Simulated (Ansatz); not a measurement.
# Decay constant of the tunnelling density against sample bias on stepped Al(322) (PBE-D3(BJ)) and Al(331) (PBE)

The usual rule of thumb is that the work function alone sets how fast a tunnelling current falls with distance, at roughly a factor of ten per ångström. If that held at every bias, a single decay constant would serve to convert current into height on a stepped aluminium contact or electrode. We test it on Al(322) and Al(331) by following κ, the decay constant of the electron density of those states that lie between the Fermi level and the sample bias. The yardstick is κ₀, the decay constant of a free electron at the top of that window with no momentum along the surface. Neither the tip nor the electric field it would set up across the gap is included.

## Systems and settings

Ansatz 0.2.0, plane-wave Kohn-Sham DFT with its default PAW datasets at cutoffs of 420 eV, level as listed. Slabs are built with a structure generator and relaxed; a single point with 17 Å of vacuum, a dipole correction, Fermi-Dirac smearing of 0.05 eV and meshes of 20 to 22 points along the first in-plane vector gives the density of the states between the Fermi level and the sample bias. Its planar mean n(z) is fitted as exp(−2κz) between 3 and 5 Å above the top atom. Spin-paired, no spin-orbit coupling.

Notes on method and selection:

- A free electron at the Fermi level with no momentum along the surface decays with κ₀ = 0.5123·√Φ Å⁻¹, Φ in eV; momentum along the surface raises κ, and the slow approach of the potential to the vacuum level lowers it.
- The tip is left out (Tersoff-Hamann).
- Slabs this thin have discrete subbands, so κ depends on which of them fall in the window.
- Windows narrower than 0.1 V hold too few states on these meshes and are not listed; a blank corrugation was not computed at that height.
- Runs in which the search for lower states was switched off are not listed.
- Work functions and vacuum levels are read from the electrostatic potential (Hartree and local ionic parts), which a warning of a rough exchange-correlation potential in thin density does not concern.
- Sites and patterns name the starting structure; atoms can leave their sites in the relaxation.
- The default PAW datasets of this version of Ansatz are the set soft_2.
- Runs that did not converge, have known faults or may not be shown are not listed, and runs on Ansatz's PAW sets soft_1 and soft_2 are kept to separate tables.

Columns:

- bias (V): sample bias; negative images filled states.
- κ₀ of window top (Å⁻¹): 0.5123·√(Φ − E) for the highest energy E in the window, from the Fermi level.
- κ (Å⁻¹): decay constant κ of the window's density.
- corrugation (Å): corrugation at constant current, set to the mean density at the first listed height.

## Results

| member | surface | bias (V) | κ₀ of window top (Å⁻¹) | κ (Å⁻¹) | corrugation (Å) |
| --- | --- | --- | --- | --- | --- |
| −1 V | Al(322) (PBE-D3(BJ), Φ 4.06 eV, 3 Å) | −1.0 | 1.033 | 1.146 | 1.33 |
| −0.5 V | Al(322) (PBE-D3(BJ), Φ 4.06 eV, 3 Å) | −0.5 | 1.033 | 1.109 | 1.26 |
| −0.1 V | Al(322) (PBE-D3(BJ), Φ 4.06 eV, 3 Å) | −0.1 | 1.033 | 1.070 | 1.39 |
| +0.1 V | Al(322) (PBE-D3(BJ), Φ 4.06 eV, 3 Å) | 0.1 | 1.020 | 1.111 | 1.39 |
| +0.5 V | Al(322) (PBE-D3(BJ), Φ 4.06 eV, 3 Å) | 0.5 | 0.967 | 1.055 | 1.38 |
| +1 V | Al(322) (PBE-D3(BJ), Φ 4.06 eV, 3 Å) | 1.0 | 0.897 | 1.023 | 1.43 |
| −2 V | Al(331) (PBE, Φ 3.99 eV, 3.5 Å) | −2.0 | 1.023 | 1.193 | 0.81 |
| −1 V | Al(331) (PBE, Φ 3.99 eV, 3.5 Å) | −1.0 | 1.023 | 1.163 | 0.74 |
| −0.3 V | Al(331) (PBE, Φ 3.99 eV, 3.5 Å) | −0.3 | 1.023 | ? | ? |
| +0.3 V | Al(331) (PBE, Φ 3.99 eV, 3.5 Å) | 0.3 | 0.984 | 1.089 | 0.88 |
| +1 V | Al(331) (PBE, Φ 3.99 eV, 3.5 Å) | 1.0 | 0.886 | 1.004 | 0.92 |
| +2 V | Al(331) (PBE, Φ 3.99 eV, 3.5 Å) | 2.0 | 0.723 | 0.912 | 0.86 |

Cells marked ? are withheld until the estimate has been made.

## Why the values move as they do

The rule gives the right size of κ but misses its dependence on bias. On Al(331) κ falls from 1.193 Å⁻¹ at −2 V to 0.912 Å⁻¹ at +2 V. Since the density goes as exp(−2κz), it drops by a factor of about 11 per ångström at the first bias and about 6 at the second.

At positive bias the window takes in empty states at higher energy, which face a lower barrier. κ follows κ₀ downwards, but less steeply. On Al(331) between +0.3 and +2 V it falls by 1.089 − 0.912 = 0.177 Å⁻¹, while κ₀ falls by 0.984 − 0.723 = 0.261 Å⁻¹. The window still contains the states just above the Fermi level, and these decay faster than those at its top.

At negative bias the top of the window stays at the Fermi level, so κ₀ is constant, yet κ grows as the window deepens. On Al(322) it rises from 1.070 Å⁻¹ at −0.1 V to 1.146 Å⁻¹ at −1 V, a change of 0.076 Å⁻¹. Deeper states face a higher barrier. For a state at mid-window the free-electron formula gives 0.5123 × √(4.06 + 0.05) = 1.039 and 0.5123 × √(4.06 + 0.50) = 1.094 Å⁻¹, a rise of 1.094 − 1.039 = 0.055 Å⁻¹, so barrier height can account for much of the change.

In every row shown κ lies above κ₀. Deeper states in the window and momentum along the surface both act in that direction.

The trend breaks on Al(322) between −0.1 and +0.1 V, where κ rises by 1.111 − 1.070 = 0.041 Å⁻¹ although κ₀ falls. Such narrow windows hold few of the slab's discrete subbands, and a change in which ones are counted is a likely cause. The two faces differ by only 0.017 Å⁻¹ at −1 V and 0.019 Å⁻¹ at +1 V, with opposite signs, so we do not rank them. The dispersion term used for Al(322) acts on the atoms and not on the electronic potential, so the two levels can be set side by side.

## Blind estimate

Plain estimates from the members shown:

- −0.3 V (Al(331) (PBE, Φ 3.99 eV, 3.5 Å)), straight-line interpolation between −1 V and +0.3 V: w = (−0.3 − (−1.0)) / (0.3 − (−1.0)) = 0.538, so 1.163 + 0.538 × (1.089 − 1.163) = 1.123 Å⁻¹

For Al(331) at −0.3 V we use the straight line between −1 and +0.3 V. The middle of the window lies at half the bias, so it moves evenly through the Fermi level, and the barrier seen by a typical state changes almost linearly over this short range. κ₀ of the window top would be a worse guide, because it stops changing at negative bias while κ does not. The line gives 1.163 + 0.538 × (1.089 − 1.163) = 1.123 Å⁻¹.

The same route can be tried on Al(322), predicting the rows at −0.5 and −0.1 V from −1 V and one positive bias. With +0.5 V as the upper end and the distance from −1 V over the whole span as the weight, it gives 1.146 + (0.5 / 1.5) × (1.055 − 1.146) = 1.116 and 1.146 + (0.9 / 1.5) × (1.055 − 1.146) = 1.091 Å⁻¹, against 1.109 and 1.070 Å⁻¹ in the table. With +0.1 V it gives 1.146 + (0.5 / 1.1) × (1.111 − 1.146) = 1.130 and 1.146 + (0.9 / 1.1) × (1.111 − 1.146) = 1.117 Å⁻¹. The misses run from 1.116 − 1.109 = 0.007 to 1.117 − 1.070 = 0.047 Å⁻¹, with a root mean square of about 0.03 Å⁻¹.

All four predictions are too high, but they share the same few rows, and the largest miss involves the two narrowest windows. The subbands that fall in those windows belong to the Al(322) slab, so we carry no correction over to Al(331). We keep the straight-line value and take the root-mean-square miss as its error.

**Committed estimate, −0.3 V (Al(331) (PBE, Φ 3.99 eV, 3.5 Å)): κ = 1.12 ± 0.03 Å⁻¹.**

## Check

| member | surface | bias (V) | κ₀ of window top (Å⁻¹) | κ (Å⁻¹) | corrugation (Å) |
| --- | --- | --- | --- | --- | --- |
| −0.3 V | Al(331) (PBE, Φ 3.99 eV, 3.5 Å) | −0.3 | 1.023 | 1.175 | 0.75 |

| member | estimate | κ (Å⁻¹) | computed | estimate − computed | miss in error bars |
| --- | --- | --- | --- | --- | --- |
| −0.3 V (Al(331) (PBE, Φ 3.99 eV, 3.5 Å)) | committed | 1.120 | 1.175 | −0.055 | 1.8 |
| −0.3 V (Al(331) (PBE, Φ 3.99 eV, 3.5 Å)) | interpolation | 1.123 | 1.175 | −0.052 |  |

The computed κ is 1.175 Å⁻¹, so our 1.12 ± 0.03 Å⁻¹ was too low by 0.055 Å⁻¹, or 1.8 error bars. The plain interpolation, from which ours differed only by rounding, missed by 0.052 Å⁻¹.

The assumption that failed was that κ changes evenly through the Fermi level. Between +0.3 and −0.3 V it rises by 1.175 − 1.089 = 0.086 Å⁻¹, whereas the barrier at mid-window accounts for only 0.5123 × (√(3.99 + 0.15) − √(3.99 − 0.15)) = 0.038 Å⁻¹. Leaving out a correction from Al(322) was right, since it would have lowered the estimate further.

The result also corrects our statement that κ grows as the negative window deepens. On Al(331) it falls by 0.012 Å⁻¹ from −0.3 to −1 V, although the added states face a higher barrier. Barrier height accounts for much of the broad trend, but something else can outweigh it over a few tenths of a volt, most likely the momentum along the surface of the states that fall in the window.

## Exceptions

As a common trend we take the free-electron decay at mid-window plus a constant, κ = 0.5123·√(Φ − V/2) + 0.06 Å⁻¹, with V the bias in volts and the constant the mean excess over all twelve rows. The typical miss is 0.03 Å⁻¹, against a scatter of 0.08 Å⁻¹ about the mean κ.

Al(331) at −0.3 V stands out. Its mid-window value is 0.5123 × √(3.99 + 0.15) = 1.042 Å⁻¹, so it lies 1.175 − (1.042 + 0.06) = 0.07 Å⁻¹ above this line. The likeliest reason is that its narrow window is dominated by a few subbands with appreciable momentum along the surface. In the free-electron picture the whole excess over the mid-window value needs a momentum of √(1.175² − 1.042²) = 0.54 Å⁻¹, which is well below the Fermi wave vector of aluminium, so such states are available. The runs of both faces also carry a warning that the exchange-correlation potential is rough in thin density, where the decay is fitted. That is common to all biases of a face, so it is a less natural cause for one high row, though it adds some uncertainty to every κ.

The next largest miss is Al(331) at +2 V, about 0.03 Å⁻¹ below the line. In so wide a window the slowly decaying states near the top carry more of the density far out than a mid-window energy allows for, which gives the right sign.

## What to take away

Between −2 and +2 V on Al(331) and −1 and +1 V on Al(322), the mid-window rule is good enough for a first estimate. When each row is predicted with the constant taken from the others, the typical error is still 0.03 Å⁻¹, or about 6 % in density per ångström. Windows of a few tenths of a volt can miss by twice that or more.

For practice, a tenfold drop in density on Al(331) takes 2.303 / (2 × 1.163) = 0.99 Å at −1 V and 2.303 / (2 × 1.004) = 1.15 Å at +1 V. With the field of a tip left out, a single decay constant therefore does not serve at every bias.

These distances do not carry over directly to a measured current. The field of a biased tip would raise the mean barrier at positive sample bias and lower it at negative bias, by about half the bias. At 2 V that shifts κ by roughly 0.1 Å⁻¹, more than the scatter of the table, and opposes much of the trend found here.
